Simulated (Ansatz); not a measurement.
A series in volume scale on NbRu3C

Free energy against uniform scaling of the volume at fixed shape and fractions; periodic cell, basis, potentials, k mesh and filling as listed. The results are calculated, by Ansatz 0.2.0.

The cell before it is scaled or strained (space group Pm-3m, No. 221):
```
cell vectors (Å)
   4.0651     0.0000     0.0000
   0.0000     4.0651     0.0000
   0.0000     0.0000     4.0651
atoms (fractions of the cell vectors)
Nb  0.00000  0.00000  0.00000
Ru  0.00000  0.50000  0.50000
Ru  0.50000  0.00000  0.50000
Ru  0.50000  0.50000  0.00000
C   0.50000  0.50000  0.50000
```

Settings of every row: functional PBE; dispersion none; potentials PAW; wave cutoff 500 eV; density cutoff 2000 eV; k mesh 6x6x6; k shift 0x0x0; occupations fermi dirac; smearing width 0.1 eV; spin none.

Limits: coarse k mesh, up to 40 meV an atom off; the cell comes from a prototype or a list of computed structures and needn't be the stable phase.

| row | volume scale | V (Å³/atom) | energy above lowest point (meV/atom) | pressure (GPa) |
| --- | --- | --- | --- | --- |
| 1 | 0.94 | 12.629 | 30 | 15.89 |
| 2 | 0.96 | 12.898 | 9.4 | 8.81 |
| 3 | 0.98 | 13.166 | 0 | 2.47 |
| 4 | 1 | 13.435 | 0.7 | -3.18 |
| 5 | 1.02 | 13.704 | 10.3 | -8.24 |
| 6 | 1.04 | 13.973 | 28 | -12.75 |
| 7 | 1.06 | 14.241 | ? | ? |

Question: what energy above lowest point and pressure should row 7 give?

Worked fit of energy above lowest point. Take u = (V_r/V)^(2/3) − 1 with V_r = 13.3 Å³ an atom, which is twice the finite (Eulerian) strain; such expansions in the strain, on which the Birch-Murnaghan equation of state is built, carry the rest volume and the bulk modulus. The shown rows have u = 0.03511, 0.02067, 0.00677, -0.00671, -0.01975, -0.03237. Least squares give energy above lowest point = −0.84 − 49.8 × u + 26200 × u² + 6754 × u³ meV/atom; a parabola predicts inner rows, each left out in turn, worse (root mean square 0.094 against 0.042 meV/atom). All shown rows lie on it to the printed digit. Its lowest point lies at u = 0.0010, or V = 13.28 Å³ an atom, and the curvature there gives the bulk modulus at fixed shape and fractions, B = (4/9)(1 + u)² E″(u)/V = 282 GPa. The withheld row has u = -0.04455, so the fit gives −0.84 − 49.8 × (-0.04455) + 26200 × (-0.04455)² + 6754 × (-0.04455)³ = 52.8 meV/atom.

The calculation gave 52.8 meV/atom. The fit meets it to the printed digit. This row lies beyond the range of the fit.

Worked fit of pressure. Take u = (V_r/V)^(2/3) − 1 with V_r = 13.3 Å³ an atom, which is twice the finite (Eulerian) strain; such expansions in the strain, on which the Birch-Murnaghan equation of state is built, carry the rest volume and the bulk modulus. The shown rows have u = 0.03511, 0.02067, 0.00677, -0.00671, -0.01975, -0.03237. Least squares give pressure = −0.421 + 420.87 × u + 1242.2 × u² GPa; a straight line predicts inner rows, each left out in turn, worse (root mean square 0.55 against 0.016 GPa). The rows lie off it by 0.00, 0.00, -0.02, 0.01, 0.01, -0.01. The pressure vanishes at u = 0.0010, or V = 13.28 Å³ an atom, and there the bulk modulus at fixed shape and fractions is B = −V dP/dV = (2/3)(1 + u) dP/du = 283 GPa. The withheld row has u = -0.04455, so the fit gives −0.421 + 420.87 × (-0.04455) + 1242.2 × (-0.04455)² = -16.71 GPa.

The calculation gave -16.78 GPa. The fit lies 0.07 GPa (0.21 % of the column's range) above it; its largest miss of a shown row is 0.02 GPa. This row lies beyond the range of the fit.
